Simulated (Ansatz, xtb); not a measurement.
## BClHOTe−: which of two structures lies lower

We compare X, a singlet given by its coordinates, with Y, `OB(Cl)[Te-]`, a singlet. Both are isolated ions in the gas phase, relaxed with B3LYP-D3(BJ)/def2-SVPD; the shapes shown needn't be the lowest conformers.

X (Å):

```yaml
atoms:
  - { symbol: B, position_ang: [0.7605, 0.0666, -0.4860] }
  - { symbol: Cl, position_ang: [1.4416, -1.1610, 0.7884] }
  - { symbol: O, position_ang: [1.3610, 0.5469, -1.4708] }
  - { symbol: Te, position_ang: [-1.4219, 0.6502, -0.0498] }
  - { symbol: H, position_ang: [-1.6872, -0.2619, 1.3298] }
```

Close contacts (Å): B1–Cl2 1.90, B1–O3 1.25, B1–Te4 2.30, Te4–H5 1.67.

Y (Å):

```xyz
5

B    -1.3077    1.3359   -0.6106
Cl   -1.9547    2.3043   -2.0382
O    -2.0242    1.6009    0.5317
Te    0.3392   -0.0270   -0.6935
H    -1.6417    1.0681    1.2417
```

Energies in hartree; the thermal terms are from B3LYP-D3(BJ)/def2-SVPD harmonic frequencies (ideal gas, rigid rotor, one conformer each, 298.15 K, 1 atm) and include the zero-point energy:

|  | X | Y |
| --- | --- | --- |
| E, CCSD(T)/def2-SVPD | −827.176044 | −827.190984 |
| E, MP2/def2-SVPD | −827.130536 | −827.146555 |
| E, MP2/def2-TZVPPD | −827.843442 | −827.862365 |
| zero-point energy | 0.014415 | 0.020016 |
| H(298 K) − E | 0.020840 | 0.025683 |
| G(298 K) − E | −0.016742 | −0.010412 |

Correct the CCSD(T) difference for the basis set by the MP2 change, then work out ΔE, ΔE₀, ΔH and ΔG for X → Y in kcal/mol (1 Eh = 627.51 kcal/mol) and the equilibrium ratio [Y]/[X].

1. Differences Y − X: CCSD(T) −0.014940, MP2 in the small set −0.016019, MP2 in the large set −0.018923 Eh.
2. ΔE = −0.014940 + (−0.018923 − (−0.016019)) = −0.017844 Eh = −11.20 kcal/mol.
3. ΔE₀ = ΔE + ΔZPE = −0.017844 + (+0.005601) Eh = −7.68 kcal/mol.
4. ΔH = ΔE + (+0.004843) Eh = −8.16 kcal/mol.
5. ΔG = ΔE + (+0.006330) Eh = −7.23 kcal/mol, so ΔS = (ΔH − ΔG)/T = −13.1 J/(mol K).
6. kT = 0.9442 mEh, so K = [Y]/[X] = exp(−ΔG/kT) = exp(+12.19) ≈ 2.0 × 10^5.

Structure Y is favoured at this temperature. An error of 1 kcal/mol in ΔG would change K by a factor of 5.4. Mirror images and further conformers aren't counted.

Other levels gave ΔE = −8.2 (B3LYP-D3(BJ)/def2-SVPD); −15.8 (HF/def2-SVPD); −10.1 (MP2/def2-SVPD); −9.4 (CCSD(T)/def2-SVPD) kcal/mol. The correlated steps freeze 11 core orbitals; the filled d shell of Te is correlated, in a basis made for valence electrons. Atoms past krypton carry core potentials in the def2 sets, without spin–orbit terms. Programs: Ansatz 0.2.0.

The lower energy of Y reflects where the proton sits: on tellurium in X, on oxygen in Y. An O–H bond is much stronger than a Te–H bond, because hydrogen 1s overlaps poorly with the diffuse tellurium 5p orbitals, and the large, polarisable tellurium carries the negative charge well. The gain is only partial, since protonation costs X its short, multiply bonded B–O link, whose π donation into boron is weakened in the hydroxy form. The long B–Cl contact in X suggests that the oxo group also pushes density into the B–Cl antibonding orbital.

Zero-point energy works against Y, as expected when a soft Te–H oscillator is exchanged for a stiff O–H one, and the small entropy loss probably reflects a tighter framework. Neither overturns the electronic preference, which every listed method shares. The result supports a thermodynamic preference for Y over X, but without a barrier for the proton shift it doesn't show that isolated X would convert readily.
